\section{Gorsky relaxation of hydrogen in a niobium foil}

Hydrogen dilates niobium, so in a bent foil it drifts from the compressed to the stretched side and the foil bends further. This delayed strain, predicted by Gorsky (1935), has a strength fixed by thermodynamics and a time fixed by diffusion across the thickness $h$. Two layers that exchange hydrogen give the strength exactly and the time to within a numerical factor.

\subsection{Conventions}

Let $c$ be the H/Nb ratio, $\Omega$ the volume per Nb atom, $\lambda=a^{-1}\,da/dc$ the isotropic dilatation coefficient (taken constant), $f(c)$ the free energy per Nb atom of the \emph{stress-free} alloy, and $\mu=df/dc$. Tension is positive and the surfaces are sealed. $E$ and $\nu$ are isothermal and refer to fixed $c$. The foil is a strip of width $b\gg h$ under a constant moment, with $b^2\ll hR$ ($R$ is the bending radius), so that it curves freely in the transverse direction and the applied stress is uniaxial. The strength is $\Delta=(J_R-J_U)/J_U$, with $J_U=1/E$ and $J_R$ the unrelaxed and relaxed compliances.

\subsection{Two layers: the strength}

Replace the two halves of the foil by sheets at $z=\pm h/4$ with stresses $\pm\sigma$ and compositions $c\pm x$. The Gibbs energy per pair of Nb atoms, one in each sheet, is
\begin{equation}
G=f(c+x)+f(c-x)-\frac{\Omega\sigma^2}{E}-2\Omega\lambda\sigma x ,
\end{equation}
and the strain of the upper sheet is $\epsilon=-(2\Omega)^{-1}\partial G/\partial\sigma=\sigma/E+\lambda x$. Equilibrium, $\partial G/\partial x=0$, requires
\begin{equation}
\mu(c+x)-\mu(c-x)=2\Omega\lambda\sigma .
\label{eq:eq}
\end{equation}
For small stress $x_\infty=\Omega\lambda\sigma/\mu'$ with $\mu'=d\mu/dc$, and
\begin{equation}
\Delta=\frac{\lambda x_\infty}{\sigma/E}=\frac{E\,\Omega\lambda^2}{\mu'} .
\label{eq:delta}
\end{equation}
This is the general result. In the continuous foil the applied stress is linear in $z$, so the equilibrium excess $\delta c=\Omega\lambda\sigma(z)/\mu'$ is linear too. A linear dilatation only bends a free plate and creates no internal stress, so \eqref{eq:delta} holds at every $z$.

Take for $f$ a mean-field lattice gas with $r$ available sites per Nb atom and an attraction $w$:
\begin{equation}
\mu=k_BT\ln\frac{c}{r-c}-wc,\qquad \mu'=\frac{k_B(T-T_s)}{c(1-c/r)},\qquad k_BT_s=wc\,(1-c/r).
\end{equation}
$T_s(c)$ is the spinodal of the stress-free alloy, with its maximum $k_BT_c=wr/4$ at $c=r/2$. Then
\begin{equation}
\Delta=\frac{T_E\,c\,(1-c/r)}{T-T_s(c)},\qquad k_BT_E=E\Omega\lambda^2,
\label{eq:cw}
\end{equation}
which is a Curie--Weiss law and reduces to $\Delta_{\rm dil}=E\Omega\lambda^2c/k_BT$ as $c\to0$. The magnetic analogy is literal. At $c=r/2$, setting $x=rm/2$ turns \eqref{eq:eq} into $4k_BT\,\mathrm{artanh}\,m-wrm=2\Omega\lambda\sigma$, that is
\begin{equation}
m=\tanh\left[\frac{T_c}{T}m+\frac{\Omega\lambda\sigma}{2k_BT}\right],
\label{eq:weiss}
\end{equation}
the Weiss equation with stress as the field.

\subsection{From two layers to $N$: the time}

Under stress the potential that drives the flux is $\tilde\mu=\mu(c)-\Omega\lambda\,\mathrm{tr}\,\sigma$. With the flux in units of $c$ written as $j=-L\,\partial_z\tilde\mu$, the chemical diffusion coefficient of the stress-free alloy is $D=L\mu'$. For hops to empty sites $L=D_0\,c(1-c/r)/k_BT$, where $D_0$ is the dilute coefficient, hence $D=D_0(1-T_s/T)$. The sheets lie $h/2$ apart and each holds a thickness $h/2$, so
\begin{equation}
\dot x=-\frac{8D}{h^2}\,(x-x_\infty),\qquad \tau_2=\frac{h^2}{8D}.
\end{equation}
Both $\Delta$ and $\tau_2$ diverge as $(T-T_s)^{-1}$. At fixed curvature instead of fixed moment, $\sigma=E(\epsilon-\lambda x)$ falls as $x$ grows and the time becomes $\tau_2/(1+\Delta)$.

For $N$ layers with closed ends, internal stress being ignored for the moment, the modes are $\cos[n\pi(l-\tfrac12)/N]$, $l=1,\dots,N$, with rates
\begin{equation}
\frac1{\tau_n}=\frac{D}{h^2}\,2N^2\left(1-\cos\frac{n\pi}{N}\right).
\end{equation}
For $n=1$ the prefactor of $D/h^2$ is 8, 9.37 and 9.74 at $N=2,4,8$ and tends to $\pi^2=9.87$:
\begin{equation}
\tau=\frac{h^2}{\pi^2D}.
\label{eq:tau}
\end{equation}
The two-layer time is too long by the factor $\pi^2/8=1.23$. Bending excites only odd $n$. In the continuum, projecting $z$ on $\sin(n\pi z/h)$ gives mode $n$ the share $96/(\pi n)^4$ of $\Delta$, which is 0.986 for $n=1$ and 0.012 for $n=3$ (time $\tau/9$). One exponential therefore describes the creep almost completely.

\subsection{Coherency stress during the transient}

On the way to equilibrium $\delta c(z)$ is not linear, and its nonlinear part is clamped in both in-plane directions. With $P$ the projector on the functions $1$ and $z$, this adds $-2E\lambda(1-P)\delta c/(1-\nu)$ to $\mathrm{tr}\,\sigma$. For the deviation $u$ from equilibrium,
\begin{equation}
\delta\tilde\mu=\mu'\left[(1+\eta)u-\eta Pu\right],\qquad \eta=\frac{2\Delta}{1-\nu},
\end{equation}
and $\eta$ is not small near $T_s$. Since $\partial_z^2Pu=0$, the interior obeys $\dot u=D(1+\eta)\partial_z^2u$, solved by $u=\sin(2\xi z/h)\,e^{-t/\tau}$. The slope of $Pu$ is $6(\sin\xi-\xi\cos\xi)/(h\xi^2)$, and zero flux at $z=\pm h/2$ gives
\begin{equation}
(1+\eta)\,\xi^3\cos\xi=3\eta\,(\sin\xi-\xi\cos\xi),\qquad \frac1\tau=\kappa\frac{D}{h^2},\quad \kappa=4(1+\eta)\xi^2 .
\label{eq:root}
\end{equation}
For small $\eta$ the lowest root gives $\kappa=\pi^2[1+(1-96/\pi^4)\eta]=\pi^2(1+0.0145\,\eta)$. For large $\eta$, $\xi$ is small, expansion gives $1=(2\eta/5+1/2)\xi^2$, and $\kappa\to10$. In between, $\kappa/h^2$ is the minimum of the Rayleigh quotient $\langle u,[1+\eta(1-P)]u\rangle/\langle u,(-\partial_z^2)^{-1}u\rangle$, with the inverse taken for zero-flux boundaries. It grows with $\eta$, and the trial function $u=z$ bounds it by $(h^3/12)/(h^5/120)=10/h^2$. Coherency therefore raises the rate by at most 1.3\%. Equation \eqref{eq:tau} survives, provided $D$ is the stress-free coefficient and not the local coherent one, $D(1+\eta)$.

The transverse boundary condition matters more. In a wide foil held to cylindrical bending, $\epsilon_{yy}=0$ gives $\sigma_{yy}=\nu\sigma-E\lambda\,\delta c$, so $\delta c=(1+\nu)\Omega\lambda\sigma/[\mu'(1+\Delta)]$. The unrelaxed strain is $(1-\nu^2)\sigma/E$ and the delayed one $(1+\nu)\lambda\,\delta c$, hence
\begin{equation}
\Delta_{\rm cyl}=\frac{1+\nu}{1-\nu}\,\frac{\Delta}{1+\Delta},
\end{equation}
which stays finite at $T_s$.

\subsection{Numbers}

Take a (001) foil stressed along [100]. The room-temperature constants of Nb compiled by Blaschke, $C_{11}=246.5$, $C_{12}=134.5$, $C_{44}=28.73$~GPa, give
\begin{equation}
E=\frac{(C_{11}-C_{12})(C_{11}+2C_{12})}{C_{11}+C_{12}}=151.5~\text{GPa},\qquad \nu=\frac{C_{12}}{C_{11}+C_{12}}=0.353,
\end{equation}
used here without correction for temperature or hydrogen content. Typical inputs are $a\approx3.30$~\AA{} ($\Omega=a^3/2=17.97$~\AA$^3$), $\lambda\approx0.058$ and $D_0\approx5.0\times10^{-4}\,\mathrm{cm^2\,s^{-1}}\exp(-0.106~\mathrm{eV}/k_BT)$. Then $T_E=663$~K. The parameters $r=0.62$ and $w=4k_BT_c/r=0.247$~eV are chosen to place the critical point at the approximate values $c\approx0.31$, $T_c\approx444$~K of the Nb--H miscibility gap; $r$ is an effective number, not a count of interstices, and the model is meant for $c\le r/2$. At $T=500$~K, above the gap, $D_0=4.27\times10^{-5}~\mathrm{cm^2\,s^{-1}}$, and for $h=0.5$~mm $h^2/\pi^2D_0=5.93$~s.

\begin{center}
\begin{tabular}{cccccc}
\hline
$c$ & $T_s$ (K) & $\Delta_{\rm dil}$ & $\Delta$ & $\tau_2$ (s) & $\tau$ (s)\\
\hline
0.01 & 28 & 0.013 & 0.014 & 7.8 & 6.3\\
0.10 & 240 & 0.13 & 0.21 & 14 & 11\\
0.31 & 444 & 0.41 & 1.8 & 65 & 53\\
\hline
\end{tabular}
\end{center}

The dilute formula is adequate in the first row and fails by more than a factor of four in the last. There, a stress of 20~MPa has $\Omega\lambda\sigma/k_B=1.51$~K, the linearised \eqref{eq:weiss} gives $m=0.0135$, and the full solution is 0.05\% smaller, so linear response holds. In the same row $\eta=5.7$, and \eqref{eq:root} has $\xi=0.610$, $\kappa=9.98$, although the local coherent diffusivity is 6.7 times $D$. Cylindrical constraint multiplies the dilute strength by $(1+\nu)/(1-\nu)=2.09$.

Heat flows across the same foil and gives Zener's thermoelastic relaxation, of strength $E\alpha^2T/C$ with $C$ the heat capacity per volume. With $\alpha=7.3\times10^{-6}~\mathrm{K^{-1}}$ (293~K, compiled in Kaye and Laby Online) and $C\approx3k_B/\Omega$ it is 0.0018, about an eighth of $\Delta$ at $c=0.01$. For a typical thermal diffusivity of $0.2~\mathrm{cm^2\,s^{-1}}$ it is over in about 1~ms and is separated from the Gorsky creep by its time scale.

The tabulated values are the model's. The delayed compliance $\Omega\lambda^2/\mu'$ does not depend on direction in a cubic crystal, but $\Delta$ scales with $E$, which along [111] is $3/[(C_{11}+2C_{12})^{-1}+C_{44}^{-1}]=81.6$~GPa, or 0.54 of the [100] value. A polycrystalline foil typically has $E\approx105$~GPa, 0.69 of the [100] value, so the table overstates its strengths accordingly, and the activation energy for hydrogen diffusion typically rises with $c$, which the blocking factor imitates only roughly, so the times of the concentrated rows may be too short by up to a factor of about two.